PBE makes it too cheap to pull a hydrogen atom from ammonia towards SiH, while CISD and CASSCF make it too costly. On the compressed side of the starting distance all these errors change sign, and so does the small error of B3LYP. Near the start, each method adds a false slope to the curve. A slope that grows steadily and a slope that jumps then reveal two different kinds of failure.

Ansatz 0.2.0; charge 0 e, spin multiplicity 2, basis cc-pVDZ, scan transfer, pair space electrons 3, pair space orbitals 3.

| scan distance (Å) | PBE, energy from the start of the scan (kJ/mol) | UCCSDT(Q), energy from the start of the scan (kJ/mol) | CISD, energy from the start of the scan (kJ/mol) | B3LYP, energy from the start of the scan (kJ/mol) | RCCSDT(Q), energy from the start of the scan (kJ/mol) | CASSCF pair space, energy from the start of the scan (kJ/mol) |
| --- | --- | --- | --- | --- | --- | --- |
| 0.942 | 15.80 | 10.00 | 6.90 | 11.20 | 10.00 | 1.80 |
| 1.012 | 0.00 | 0.00 | 0.00 | 0.00 | 0.00 | 0.00 |
| 1.058 | 2.20 | 6.30 | 8.70 | 5.20 | 6.30 | 8.80 |
| 1.104 | 11.50 | 19.70 | 24.90 | 17.50 | 19.70 | 25.10 |
| 1.149 | 25.60 | 37.90 | 46.20 | 34.60 | 37.90 | 46.50 |
| 1.195 | 44.10 | 60.10 | 72.20 | 56.00 | 60.10 | 72.40 |
| 1.241 | 65.50 | 84.90 | 101.70 | 80.50 | 84.90 | 101.20 |
| 1.286 | 88.60 | 110.80 | 133.20 | 106.30 | 110.80 | 130.10 |
| 1.332 | 113.90 | 138.00 | n/a | 129.60 | 138.10 | 154.80 |

The comparison level here is RCCSDT(Q), coupled cluster with a restricted reference determinant. Its unrestricted partner follows it within 0.1 kJ/mol, so the spin contamination flagged in all rows hardly affects the coupled-cluster curve. At 0.942 Å a small CASSCF calculation finds a third active orbital holding only about 0.02 electrons, a sign that one configuration dominates within that small space. Both coupled-cluster curves do, however, start from a determinant other than the lowest one found. Errors below are therefore relative to RCCSDT(Q) in the same basis, and are not errors against nature.

The zero of energy needs care before any method is judged. Every curve is set to zero at 1.012 Å, so every error vanishes there by construction. At 0.942 Å PBE lies 5.8 kJ/mol above RCCSDT(Q), and at 1.058 Å it lies 4.1 kJ/mol below. Read point by point, PBE seems to overestimate one energy and underestimate the next. Read as a slope, the two points show the same error: PBE pulls the hydrogen outwards too strongly on both sides.

A weight hung on a spring behaves in the same way. The weight adds a constant force, which moves the resting point but leaves the stiffness unchanged. Measured from the old resting point, the added energy is negative in the direction of the pull and positive in the other. The comparison holds only while the false force stays nearly constant, hence only for small displacements of the hydrogen.

In symbols, let $r$ be the scan distance, here that between nitrogen and the moving hydrogen, and $r_0=1.012$ Å the start. Let $\Delta E$ be the energy of a method less that of RCCSDT(Q). A smooth error can be expanded about $r_0$, and its constant term is zero because both curves start from zero. The first term that remains is

$$\Delta E(r)\approx s\,(r-r_0),$$

where $s$ is the false slope. If $k$ is the curvature of the true well, the added slope moves the minimum by about $-s/k$. A negative $s$ therefore gives too long a bond, and a positive $s$ too short a one.

For PBE the slope can be taken from the first stretched point alone:

$$s\approx\frac{2.2-6.3}{1.058-1.012}=\frac{-4.1}{0.046}\approx-89\ \text{kJ/mol per Å}.$$

Carried back to the compressed point, which played no part in finding $s$, it predicts

$$\Delta E(0.942)\approx-89\times(0.942-1.012)\approx+6.2\ \text{kJ/mol}.$$

The table gives $15.8-10.0=5.8$ kJ/mol. A single slope thus accounts for both the sign and most of the size of an error that looked like a contradiction.

The same slope tells how far the bond length is off. The curvature follows from the change in the RCCSDT(Q) slope between the two steps that meet at the start. With it, the PBE minimum should lie about 0.018 Å too far out and the CISD minimum about 0.011 Å too far in. These are estimates from a coarse grid, but they turn the sign change into something physical. If its stiffness is about right, a method that makes the bond too long will exaggerate the cost of compression and understate the cost of the first stretch.

Where does the false pull of PBE come from? A semilocal functional builds exchange from the density and its gradient at each point, so it can't cancel an electron's repulsion with itself exactly. The remaining error usually favours electrons shared between atoms, as they are when a hydrogen is halfway between two partners. This is the usual explanation of why such functionals make hydrogen transfers too easy. Why they also tend to make ordinary bonds slightly too long is less simple, and the table tests neither cause.

The slopes along the path give a hint of where the error sits. If it belonged only to a hydrogen shared between nitrogen and silicon, it should fade as the hydrogen returns to nitrogen. Yet the false slope is already about −83 kJ/mol per Å on the compressed side, and it weakens to about −43 in the last step towards silicon. This suggests that much of the PBE error belongs to the N–H bond itself. It is no proof, since even at 0.942 Å the hydrogen is only a few tenths of an ångström farther from silicon than in a Si–H bond. The weakening may arise because PBE also prefers a longer Si–H bond and so resists the hydrogen's approach to silicon, but that is a guess.

Although its slope fades, the PBE error keeps adding up. At 1.332 Å the energy is about 24 kJ/mol too low, or 18% of the RCCSDT(Q) value. That value is the cost of moving hydrogen between rigid fragments, and the curve is still rising, so neither number is a reaction barrier. The example shows how a modest error in a bond's pull can become a large error in the energy of a displaced atom.

B3LYP has the same kind of error as PBE over most of the path, but a much smaller one. It replaces a fifth of the semilocal exchange by exact exchange. If the error simply followed the semilocal share, about four fifths of it should remain. At 1.149 Å only about 27% of the PBE error is left. Either exact exchange brings an opposing error that cancels part of the rest, or the other differences between the two functionals in exchange and correlation help as well. This table can't separate the two.

CISD fails in the opposite direction and with a different shape. Its false slope is about 52 kJ/mol per Å in the first stretching step and about 124 in its last, which ends at 1.286 Å. A constant slope taken from the first step would give an error of 14 kJ/mol at that distance, whereas the actual error is 22 kJ/mol. Here the weight on the spring grows heavier as the spring is stretched.

The reason is clearest in the limit of a single electron pair. For two electrons, single and double excitations are all there are, so CISD is exact within the basis. With two independent pairs, the exact wave function also contains the product of a double excitation in one pair and a double excitation in the other. That product is a quadruple excitation, which CISD leaves out and coupled cluster builds from its doubles.

Stretching a bond brings its bonding and antibonding orbitals closer in energy. The double excitation between them then gains weight, and so do its products with the excitations of all the other pairs. CISD loses more energy at each step, which makes the curve too steep and its error grow faster than the displacement. The loss is substantial even where the bond is short: at 0.942 Å CISD recovers only about 89% of the correlation energy found by RCCSDT(Q). Most of that loss cancels in an energy difference, and the part that changes with distance remains.

CASSCF shows how misleading this cancellation can be. From 1.012 to 1.241 Å its curve agrees with that of CISD within 0.5 kJ/mol. Two wave-function methods of quite different construction thus seem to confirm each other. At 1.241 Å, however, both lie more than 16 kJ/mol above RCCSDT(Q).

The total energies show that the agreement is no mark of accuracy. The totals at 0.942 Å, carried along the curves to the start, put CISD about 96 kJ/mol above RCCSDT(Q) and CASSCF about 773 kJ/mol above it. CASSCF treats only three electrons in three orbitals thoroughly, so it omits most of the correlation by which the remaining electrons avoid one another. The two deficits differ about eightfold, yet they grow by nearly the same amount along this stretch. Agreement between two relative curves therefore shows that their errors change alike, which is much weaker than showing that the errors are small.

The deficit of CASSCF should grow for a related reason. As the N–H bond lengthens, excitations out of it need less energy, and many of them lead to orbitals outside the small active space. The correlation that CASSCF omits then becomes more important, so the stretched geometry is placed too high. In the limit of an active space holding all electrons and orbitals the error would vanish, at a cost that rises steeply with the number of orbitals.

Up to this point the failures are smooth, and a smooth error can be understood as a property of the method. The CASSCF value at 0.942 Å is of another kind. The slope from the first stretched point predicts an error of about −3.8 kJ/mol there, but the table gives −8.2. For CISD the same construction comes within about half a kJ/mol. The close partnership of the two curves thus breaks abruptly on the compressed side, although the hydrogen has moved only 0.07 Å.

A similar break appears at the far end. At 1.332 Å CASSCF falls about 6 kJ/mol below the continuation of its previous false slope, after a first bend one step earlier. B3LYP falls about 4 kJ/mol below its own continuation, just after its error had levelled off. PBE passes through the same region without a jump, and the RCCSDT(Q) curve itself stays smooth. The jump itself therefore lies in the CASSCF and B3LYP curves. A smooth curve needn't be the lowest one, however: coupled cluster may have stayed with a state that the other two methods have left for a lower one.

A plausible but untested cause is a change of solution. CASSCF may exchange one active orbital for another, and B3LYP may settle on a different arrangement of the unpaired electron. Free SiH has two equivalent π orbitals for that electron. The approaching hydrogen makes them unequal by an amount that changes along the path, so two solutions may lie close in energy or change order. In PBE at 0.942 Å, the highest occupied level of the majority spin lies only about 0.5 eV below the next empty one, which fits this picture without proving it. Comparing the active orbitals and the spin densities on either side of each break would decide the matter.

The distinction matters for how the numbers are used. A smooth false slope can be carried a short way to a neighbouring geometry, as the worked PBE estimate shows. A jump can't, because the points on its two sides may describe different electronic states. The B3LYP error of −8.5 kJ/mol at 1.332 Å should therefore not be quoted as the accuracy of the functional until the states found by B3LYP and by coupled cluster have been compared.
